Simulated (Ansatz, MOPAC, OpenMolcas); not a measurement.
**SiF2 (SMILES F[Si]F): the HOMO–LUMO gap, rung by rung**

The species is SiF2 (3 atoms), meant as a singlet with charge 0. As SMILES, `F[Si]F`. Geometry: relaxed at PBE0-D4/def2-TZVP.

```xyz
3

F     0.1663    1.2468    0.2294
Si   -0.5949   -0.0464   -0.3301
F     0.4286   -1.2004    0.1007
```

Each level gives the HOMO–LUMO gap (eV). The values are calculated.

| level | kind | program | value (eV) |
| --- | --- | --- | --- |
| AM1 | semi-empirical | MOPAC | 7.55 |
| HF/def2-TZVP | Hartree–Fock | OpenMolcas | 11.98 |
| SVWN5/def2-TZVP | LDA | Ansatz | 4.08 |
| revPBE/def2-TZVP | GGA | Ansatz | 4.13 |
| M06-L/def2-TZVP | meta-GGA | OpenMolcas | 4.51 |
| r2SCAN0/def2-TZVP | hybrid meta-GGA | Ansatz | 6.38 |
| HSE06/def2-TZVP | range-separated hybrid | Ansatz | 5.38 |
| PBE-QIDH/def2-TZVP | double hybrid | Ansatz | 9.71 |

The values span 4.08 to 11.98 eV. Orbital gaps aren't excitation energies, and those of double hybrids come from the SCF part alone; they tend to grow with the share of exact exchange.

Every level leaves a wide gap in SiF2, but its size is poorly fixed: the three semilocal functionals agree within 4.08 to 4.51 eV, while Hartree–Fock gives 11.98 eV. The close agreement among the former therefore says little about accuracy.

The gap itself follows from the bonding of a silylene. The HOMO is mainly the in-plane silicon lone pair, rich in 3s character and held low by the electron-withdrawing fluorines. The LUMO is essentially the empty silicon 3p orbital perpendicular to the molecular plane, pushed up by π donation from the fluorine lone pairs. Both effects widen the separation and favour the closed-shell singlet over the triplet, in which these two orbitals are singly occupied. The spread between methods probably arises largely because the empty orbital feels the repulsion of all the electrons in Hartree–Fock, but a more attractive potential in the semilocal functionals.

The wide gap is consistent with the well-known singlet ground state, but without a triplet calculation it doesn't give the singlet–triplet splitting.
